**Question.** I run divide-and-conquer tight binding on long n-alkanes: the chain is cut into cores of length $l$, each padded with a buffer $b$, diagonalised, and glued back with one chemical potential. How fast does the core density converge with $b$, why is a metal so much worse, and how large should the core be?

---

**Answer.** In a gapped chain the near-diagonal density matrix in the core is off by $e^{-2\kappa b}$ times a power of $b$. Here $\kappa$ is the largest decay constant of the evanescent band in the gap, unless the cut creates a gap state that gets the wrong occupation. In a metallic chain at $T=0$ the error is an oscillating $1/b$. At fixed $b$, cubic diagonalisation is cheapest at $l=b$.

### 1. Premises

1. Orthonormal local orbitals and a fixed one-electron Hamiltonian $H$ with nearest-neighbour hopping. A subsystem Hamiltonian is a block of $H$.
2. $P$ is the spin-summed density matrix, $P=2f(H-\mu)$, at $T=0$ unless stated.
3. The assembled matrix is $P^{\rm DC}_{ij}=\sum_\alpha p^\alpha_{ij}P^\alpha_{ij}(\mu)$ with one $\mu$. The method is Yang's (1991). The density-matrix weights of Yang and Lee (1995) are $p^\alpha_{ij}=1$ for both orbitals in core $\alpha$, $1/2$ for one in the core and one in its buffer, and $0$ otherwise.

For every retained pair $\sum_\alpha p^\alpha_{ij}=1$, so
$$P^{\rm DC}_{ij}-P_{ij}=\sum_\alpha p^\alpha_{ij}\,(P^\alpha_{ij}-P_{ij}),$$
a weighted mean of subsystem errors. It is enough to find what a cut does at fixed $\mu$.

### 2. The effect of a cut

Since $\int_{-\infty}^{\infty}dy\,(\mu+iy-\varepsilon)^{-1}=\pi\,\mathrm{sgn}(\mu-\varepsilon)$ as a principal value,
$$P=1+\frac1\pi\int_{-\infty}^{\infty}dy\;G(\mu+iy),\qquad G(z)=(z-H)^{-1}.$$
With nearest-neighbour hopping, deleting one site $c$ separates the chain. Block inversion of $z-H$ gives the Green function of the remainder exactly:
$$\delta G_{ij}\equiv G^{\rm cut}_{ij}-G_{ij}=-\frac{G_{ic}\,G_{cj}}{G_{cc}} .$$
The error travels to the cut and back. If $|G_{ic}|\sim e^{-\kappa(z)d_i}$, with $d_i$ the distance to the cut, then $\delta G_{ij}\sim e^{-\kappa(z)(d_i+d_j)}$. The factor 2 therefore belongs to elements with both $d_i,d_j\gtrsim b$. These are the ones that enter charges and the band energy $\mathrm{Tr}\,PH$. Elements reaching to the buffer edge, and the pairs dropped altogether, are only as small as $e^{-\kappa b}$.

Which $z$ counts? The line of integration may be slid along the gap while it crosses no pole of $G^{\rm cut}$. The function $\kappa(z)$ is the real part of an analytic function. At the energy $E^*$ where it is largest along the real gap it is therefore smallest along the vertical line, and $E^*$ is a saddle point. Laplace's method gives $\delta P\sim b^{-1/2}e^{-2\kappa(E^*)b}$ when the prefactor is finite there. A state bound to the cut at an energy $E_s$ between $\mu$ and $E^*$ adds a residue $\propto e^{-2\kappa(E_s)b}$ with $\kappa(E_s)\le\kappa(E^*)$, which then dominates.

### 3. Gapped chain: the alkane backbone

Keep the two backbone $sp^3$ hybrids of each carbon, one electron each (Sándorfy's model C). Cell $n$, of length $a$, is one C–C bond with hybrids $A_n,B_n$. The hopping is $-t_1$ for $A_nB_n$ (bond) and $-t_2$ for $B_nA_{n+1}$ (same carbon), with $r=t_2/t_1<1$ and zero on-site energy. In a chain the hopping signs can be gauged away. The bands are $E^2=t_1^2+t_2^2+2t_1t_2\cos k$, with $k$ the phase per cell, and the gap is $2(t_1-t_2)$. Set $\mu=0$.

Write $G=(z+H)(z^2-H^2)^{-1}$, where $H^2$ does not mix sublattices. At $z=iy$ define $q>0$ by
$$\cosh q=\frac{y^2+t_1^2+t_2^2}{2t_1t_2}.$$
Then $z^2-E^2=-2t_1t_2(\cosh q+\cos k)$, and the residue theorem gives
$$I_n=\int_{-\pi}^{\pi}\frac{dk}{2\pi}\frac{e^{ikn}}{z^2-E^2}=-\frac{(-1)^ne^{-q|n|}}{2t_1t_2\sinh q},$$
$$G_{A_nA_m}=G_{B_nB_m}=zI_{n-m},\qquad G_{A_nB_m}=-t_1I_{n-m}-t_2I_{n-1-m}.$$
For real $z=E$ replace $y^2\to-E^2$. Then $q$ is largest at $E^*=0$, where $e^{-q}=r$, so
$$\kappa=\frac1a\ln\frac{t_1}{t_2},\qquad r^{2n}=e^{-2\kappa na}.$$

**Closed cut** (delete $B_0$, keep whole bonds $n\ge1$; loosely, a capped end):
$$\delta G_{A_nB_n}=(t_1I_n+t_2I_{n-1})\frac{I_n}{I_0}=e^{-2nq}\,\frac{t_2e^{q}-t_1}{2t_1t_2\sinh q}.$$

**Dangling cut** (delete $A_0$, keep $B_0$; this is what an atom-based cut through a C–C bond does):
$$\delta G_{A_nB_n}=\frac{I_n}{I_0}(t_1I_n+t_2I_{n+1})=-e^{-2nq}\,\frac{t_1-t_2e^{-q}}{2t_1t_2\sinh q}.$$

Both are even in $y$. From the definition of $q$, $dy/(2t_1t_2\sinh q)=dq/(2y)$, and with $u=e^{-q}$ one has $y^2=t_1^2(r-u)(1-ru)/u$. Putting $u=rs$,
$$\delta P_n^{\rm closed}=+\frac{r^{2n}}{\pi}\int_0^1 s^{2n-3/2}\sqrt{\frac{1-s}{1-r^2s}}\;ds,\qquad
\delta P_n^{\rm dang}=-\frac{r^{2n}}{\pi}\int_0^1 s^{2n-1/2}\sqrt{\frac{1-r^2s}{1-s}}\;ds .$$
These are exact changes of the C–C bond order $P_{A_nB_n}$. For large $n$ the weight sits at $s\to1$. Setting $s=1$ in $1-r^2s$ leaves Euler beta functions, with $B(x,\nu)\to\Gamma(\nu)x^{-\nu}$:
$$\delta P_n^{\rm closed}\simeq\frac{e^{-2\kappa na}}{4\sqrt{2\pi(1-r^2)}\;n^{3/2}},\qquad
\delta P_n^{\rm dang}\simeq-\sqrt{\frac{1-r^2}{2\pi n}}\;e^{-2\kappa na}.$$
The dangling cut shows the generic power $-1/2$. The closed cut gains one more power because $t_2e^q-t_1$ vanishes at the saddle, which the electron-hole symmetry of the model places at $E=0$.

**Site charges.** The diagonal $\delta G$ is odd in $y$, so site charges are exact at $\mu=0$. For the dangling cut, however,
$$\delta G_{B_nB_n}=-\frac{(t_1I_n+t_2I_{n+1})^2}{zI_0}$$
has a pole at $z=0$. With $I_0(0)=-1/(t_1^2-t_2^2)$ its residue is $w_n=(1-r^2)r^{2n}$, the weight of the dangling-bond state on $B_n$. The band states, being symmetric in $\pm E$, supply charge $1-w_n$, and the bound state supplies $2f_sw_n$ for occupation $f_s$. Hence
$$\delta n_{B_n}=(2f_s-1)(1-r^2)\,e^{-2\kappa na},$$
with no power of $n$ to help. It switches on as soon as $|\mu|$ exceeds $k_BT$.

**Two cuts.** For a segment of length $l+2b$, $G_{cc}$ becomes a $2\times2$ matrix with off-diagonal elements $\sim e^{-\kappa(l+2b)}$. For closed cuts the cross term $G_{ic}G_{cc'}G_{c'j}$ covers the segment twice and is $O(e^{-2\kappa(l+2b)})$, so the two ends add. For dangling cuts the two end states can mix, and their product contributes at most $O(e^{-\kappa(l+2b)})$, still below $e^{-2\kappa b}$.

### 4. Metallic chain

Take a uniform chain of spacing $a_s$ with site $0$ deleted. The states on $j\ge1$ are $\sqrt{2/\pi}\,\sin kj$ with $0<k<\pi$, filled to $k_F$:
$$n_j=\frac4\pi\int_0^{k_F}\sin^2(kj)\,dk=\frac{2k_F}{\pi}-\frac{\sin 2k_Fj}{\pi j},$$
$$\delta P_{j,j+1}=-\frac2\pi\int_0^{k_F}\cos[(2j+1)k]\,dk=-\frac{2\sin[(2j+1)k_F]}{\pi(2j+1)} .$$
The envelope of $\delta n$ is $a_s/(\pi b)$ at $b=ja_s$: a Friedel oscillation. At half filling $\delta n_j=0$ while $\delta P_{j,j+1}=-2(-1)^j/[\pi(2j+1)]$. Setting $r=1$ in $\delta P_n^{\rm dang}$ gives $-2/[\pi(4n+1)]$, which is this result at $j=2n$. The line of integration is pinned at $\mu$ inside the band, where $\kappa=0$. Off the axis $\kappa\simeq|y|/\hbar v_F$, and $\int dy\,e^{-2|y|b/\hbar v_F}\propto1/b$. The second cut now matters at the same order. A segment of $M$ sites has discrete levels, each carrying mean charge $2/M$ per site, so the $1/b$ law survives at fixed $l/b$ but its coefficient changes.

At finite $T$, average the $T=0$ result over $\mu$ with weight $-\partial f/\partial\varepsilon$. With a linear band, $\int d\varepsilon\,(-f')\,e^{i\varepsilon\tau}=\pi k_BT\tau/\sinh(\pi k_BT\tau)$ at $\tau=2b/\hbar v_F$ multiplies the error by $x/\sinh x$, where $x=2\pi k_BT\,b/\hbar v_F$. The decay turns exponential, with $\kappa_T=\pi k_BT/\hbar v_F$, beyond $b\sim1/(2\kappa_T)$.

### 5. The common $\mu$

The condition $\mathrm{Tr}\,P^{\rm DC}(\mu)=N$ moves $\mu$ until it cancels the summed diagonal error. Occupations rise monotonically with $\mu$, so the charge added or removed has one sign and totals that summed error. Per core it is thus of the order already found, and neither law changes. In the symmetric alkane model the count is exact at $\mu=0$. In a less symmetric insulator $\mu$ drifts to a cut state or toward a band edge to balance the count.

### 6. Optimal core size

Divide a system of edge $L$ along $d$ directions. There are $(L/l)^d$ subsystems, each with a number of orbitals $\propto(l+2b)^d$, and dense diagonalisation is cubic in that number:
$$C(l)\propto\Big(\frac Ll\Big)^d(l+2b)^{3d},\qquad
\frac{d\ln C}{dl}=d\Big[\frac{3}{l+2b}-\frac1l\Big].$$
This vanishes at $l+2b=3l$, that is
$$l=b,\qquad C_{\min}\propto(27\,Lb^2)^d .$$
The second derivative there is $d(1-\tfrac13)/b^2=2d/(3b^2)>0$, and $C$ diverges at both ends, so this is the global minimum, for every $d$. It is shallow: $C/C_{\min}=[(x+2)^3/27x]^d$ with $x=l/b$, which for $d=1$ is $1.16$ at $x=1/2$ and $1.19$ at $x=2$. Compared with $L^{3d}$ for one full diagonalisation, division pays for $L>\sqrt{27}\,b\approx5.2\,b$. A solver scaling as the $p$-th power gives $l=2b/(p-1)$ by the same step.

Fixed $b$ fixes the worst element. If the target is the error averaged over the core, only a layer near the core faces contributes, and $\bar\epsilon\propto\epsilon(b)/l$. With $\gamma=-d\ln\epsilon/db$, constant $\bar\epsilon$ means $db/dl=-1/(\gamma l)$. Stationarity becomes $3[1-2/(\gamma l)]=(l+2b)/l$, so
$$l=b+3/\gamma,\qquad\gamma\simeq2\kappa .$$

### 7. Range of validity

- The exponential law needs $\mu$ in a gap and $b\gtrsim1/(2\kappa)$. For $r\to1$ the error follows $1/b$ up to that length.
- It holds for near-diagonal elements, and with the full $\kappa(E^*)$ only if no cut state lies between $\mu$ and $E^*$.
- With several orbitals per cell the slowest evanescent branch sets $\kappa$. The powers $-1/2$, $-3/2$ and the metallic $1/b$ are one-dimensional results.
- $H$ is fixed. If it is rebuilt self-consistently from each isolated fragment, charges or dipoles at the cut add power-law electrostatic tails.
- $l=b$ assumes dense cubic work, uniform orbital density, $L\gg l$ and no overhead for assembly or communication.

### 8. Numbers for a long n-alkane

Inputs: a typical projected length $a=1.27$ Å per CH$_2$, and assumed effective hoppings $t_1=11.0$ eV, $t_2=6.6$ eV. The hoppings were chosen to reproduce two typical features of saturated chains, a gap near 8.8 eV and a tunnelling decay of roughly $e^{-1}$ per CH$_2$, so neither is a prediction. Then $r=0.6$, $\kappa a=0.511$, $\kappa=0.40$ Å$^{-1}$, and each buffer cell gains a factor $r^2=0.36$. At 300 K half the gap is $170\,k_BT$, so $T=0$ is safe for band states. The bulk bond order follows from the dangling formula at $n=0$, where the bond is destroyed: $P=-\delta P_0^{\rm dang}=0.903$.

| $n$ | $\delta P_n$, closed | $\delta P_n$, dangling | $w_n$ | $\delta P_n$, $r=1$ |
|---|---|---|---|---|
| 2 | $5.87\times10^{-3}$ | $-2.91\times10^{-2}$ | $8.29\times10^{-2}$ | $-7.07\times10^{-2}$ |
| 4 | $2.63\times10^{-4}$ | $-2.68\times10^{-3}$ | $1.07\times10^{-2}$ | $-3.74\times10^{-2}$ |
| 6 | $1.85\times10^{-5}$ | $-2.84\times10^{-4}$ | $1.39\times10^{-3}$ | $-2.55\times10^{-2}$ |
| 8 | $1.55\times10^{-6}$ | $-3.18\times10^{-5}$ | $1.81\times10^{-4}$ | $-1.93\times10^{-2}$ |

The entries come from the exact expressions. The asymptotic forms already give $5.71\times10^{-3}$ and $-2.92\times10^{-2}$ at $n=2$.

Demand $3\times10^{-4}$ in the outermost core cell $n$. The buffer holds $n-1$ cells for the closed cut and $n-\tfrac12$ for the dangling one.

- Closed cut: $n=4$, $b=3a=3.8$ Å.
- Dangling cut, end state half filled: $n=6$, $b=5.5a=7.0$ Å.
- Dangling cut, end state full or empty: $n=8$, $b=7.5a=9.5$ Å.
- The same chain made metallic ($r=1$, dangling geometry, single cut): $n=531$, $b=67$ nm.

Since $C_{\min}\propto b^2$ for $d=1$, the two dangling cases cost $3.36$ and $6.25$ times the closed one. For the closed cut $l=b$ means subsystems of 9 cells (11.4 Å), and division pays beyond $15.6$ cells in this operation count. One cell per core, $x=1/3$, costs $1.41$ times the minimum.

The shift $3/\gamma$ is as large as $b$ itself here. The pure exponential, $\gamma a=1.02$, gives $2.9$ cells. Including the $n^{-3/2}$ factor at $n=4$, $\gamma a=1.40$, gives $2.1$ cells. For a core-averaged target the best core is thus two to three cells longer than the buffer.

These lengths are the model's, not the molecule's. The C–H orbitals are absent, real capping is not the closed cut, and $\kappa$ was set from a decay typical of an electrode Fermi level, which need not sit at $E^*$.